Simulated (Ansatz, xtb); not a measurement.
**C3H5Sn−: which of two structures lies lower**

Structure X is `C1=[CH][SnH-][CH2]1`, a singlet and structure Y is a singlet given by its coordinates. Both are isolated ions in the gas phase, relaxed with r2SCAN-D4/def2-SVPD.

X (Å):

```xyz
9

C    -0.0081   -1.9506    0.2483
C    -0.5748   -2.9316   -0.4901
C    -0.7709   -0.6540    0.2115
Sn   -2.1128   -1.5846   -1.4321
H     0.9356   -2.0686    0.8303
H    -0.1439   -3.9443   -0.5531
H    -3.4751   -2.0128   -0.3079
H    -0.1561    0.2362   -0.0203
H    -1.3264   -0.4526    1.1462
```

Y (Å):

| atom | x (Å) | y (Å) | z (Å) |
| --- | --- | --- | --- |
| C | -0.7414 | 1.9880 | -0.4697 |
| C | -0.1439 | 0.7578 | -0.3635 |
| C | 0.2377 | -0.1318 | -1.4113 |
| Sn | 1.1439 | -1.9969 | -1.2434 |
| H | -0.9867 | 2.5798 | 0.4175 |
| H | -0.9916 | 2.4162 | -1.4469 |
| H | 0.0723 | 0.4041 | 0.6571 |
| H | 0.0129 | 0.2399 | -2.4271 |
| H | 1.1968 | -1.9378 | 0.5671 |

Close contacts (Å): C1–C2 1.37, C2–C3 1.43, C3–Sn4 2.08, C1–H5 1.09, C1–H6 1.10, C2–H7 1.10, C3–H8 1.10, Sn4–H9 1.81.

Energies in hartree; the thermal terms are from r2SCAN-D4/def2-SVPD harmonic frequencies (ideal gas, rigid rotor, one conformer each, 298.15 K, 1 atm) and include the zero-point energy:

|  | X | Y |
| --- | --- | --- |
| E, CCSD(T)/def2-SVPD | −330.335916 | −330.339654 |
| E, MP2/def2-SVPD | −330.267632 | −330.271629 |
| E, MP2/def2-TZVPPD | −330.686880 | −330.690232 |
| zero-point energy | 0.060672 | 0.061525 |
| H(298 K) − E | 0.066756 | 0.068022 |
| G(298 K) − E | 0.031482 | 0.031664 |

Q: Correct the CCSD(T) difference for the basis set by the MP2 change, then work out ΔE, ΔE₀, ΔH and ΔG for X → Y in kcal/mol (1 Eh = 627.51 kcal/mol) and the equilibrium ratio [Y]/[X].

A: 1. Differences Y − X: CCSD(T) −0.003738, MP2 in the small set −0.003997, MP2 in the large set −0.003352 Eh.
2. ΔE = −0.003738 + (−0.003352 − (−0.003997)) = −0.003093 Eh = −1.94 kcal/mol.
3. ΔE₀ = ΔE + ΔZPE = −0.003093 + (+0.000853) Eh = −1.41 kcal/mol.
4. ΔH = ΔE + (+0.001266) Eh = −1.15 kcal/mol.
5. ΔG = ΔE + (+0.000182) Eh = −1.83 kcal/mol, so ΔS = (ΔH − ΔG)/T = +9.5 J/(mol K).
6. kT = 0.9442 mEh, so K = [Y]/[X] = exp(−ΔG/kT) = exp(+3.08) ≈ 22.

Structure Y is favoured at this temperature. An error of 1 kcal/mol in ΔG would change K by a factor of 5.4. GFN2-xTB, HF/STO-3G gave ΔE the other sign. Mirror images and further conformers aren't counted.

Other levels gave ΔE = +4.9 (GFN2-xTB); +41.0 (HF/STO-3G, GFN2-xTB geometries); −4.3 (r2SCAN-D4/def2-SVPD//GFN2-xTB); −4.1 (r2SCAN-D4/def2-SVPD); −0.3 (HF/def2-SVPD); −2.5 (MP2/def2-SVPD); −2.3 (CCSD(T)/def2-SVPD) kcal/mol. The correlated steps freeze 7 core orbitals; the filled d shell of Sn is correlated, in a basis made for valence electrons. Atoms past krypton carry core potentials in the def2 sets, without spin–orbit terms. Programs: Ansatz 0.2.0, xtb 6.7.1.

The open-chain ion Y lies slightly below the four-membered ring X, and the two are related by electrocyclic ring opening. Opening gives up a Sn–C σ bond but relieves ring strain and creates a conjugated C–C–C–Sn π system. The C3–Sn distance of 2.08 Å, shorter than a normal single bond, and the C–C distances of 1.37 and 1.43 Å suggest a 1-stannabutadienyl anion, with some allyl-anion/stannylene character and a largely 5s lone pair on tin. Weak overlap between tin 5p and carbon 2p probably limits the π gain, which would explain why the balance is so close.

In the same basis, Hartree–Fock puts the two almost level and CCSD(T) favours Y by 2.3 kcal/mol, so most of that preference comes from correlation, plausibly in the delocalised π system. The looser chain also gains entropy, which offsets much of its vibrational and thermal enthalpy penalty. The ratio of 22 describes equilibrium only; without a ring-opening barrier, it doesn't show that X would convert to Y at room temperature.
